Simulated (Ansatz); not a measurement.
## A series in volume scale on B

Free energy against uniform scaling of the volume at fixed shape and fractions; periodic cell, basis, potentials, k mesh and filling as listed. The results are calculated, by Ansatz 0.2.0.

The cell before it is scaled or strained (space group P6/mmm, No. 191):
```
CELL_PARAMETERS angstrom
1.70810 0.00000 0.00000
-0.85400 1.47920 0.00000
0.00000 0.00000 3.64750
ATOMIC_POSITIONS crystal
B 0.00000 0.00000 0.00000
```

Settings of every row: functional LDA; dispersion none; potentials PAW; wave cutoff 470 eV; density cutoff 1880 eV; k mesh 19x19x8; k shift 0x0x0; occupations cold; smearing width 0.3 eV; spin none.

Limits: coarse k mesh, up to 40 meV an atom off; wide smearing; the cell comes from a prototype or a list of computed structures and needn't be the stable phase.

```csv
row,volume scale,V (Å³/atom),pressure (GPa),energy above lowest point (meV/atom)
1,0.9406,8.668,7.28,6.8
2,0.9703,8.942,?,?
3,1,9.216,-4.71,3.4
4,1.0297,9.49,-9.58,15.7
5,1.0594,9.763,-13.82,35.8
```

Question: what pressure should row 2 give?

Worked fit of pressure. Take u = (V_r/V)^(2/3) − 1 with V_r = 9.353 Å³ an atom, which is twice the finite (Eulerian) strain; such expansions in the strain, on which the Birch-Murnaghan equation of state is built, carry the rest volume and the bulk modulus. The shown rows have u = 0.05201, 0.00989, -0.00965, -0.0282. Least squares give pressure = −7.23 + 249.57 × u + 565.3 × u² GPa; a straight line predicts inner rows, each left out in turn, worse (root mean square 0.55 against 0.011 GPa). The rows lie off it by 0.00, 0.00, 0.01, 0.00. The pressure vanishes at u = 0.0273, or V = 8.983 Å³ an atom, and there the bulk modulus at fixed shape and fractions is B = −V dP/dV = (2/3)(1 + u) dP/du = 192 GPa. Letting shape and atoms relax would as a rule lower it, by much in layered, chain or molecular crystals. The withheld row has u = 0.03041, so the fit gives −7.23 + 249.57 × (0.03041) + 565.3 × (0.03041)² = 0.88 GPa.

The calculation gave 0.87 GPa. The fit lies 0.01 GPa (0.047 % of the column's range) above it, one unit of the last digit.

The other values of row 2: energy above lowest point 0 meV/atom.
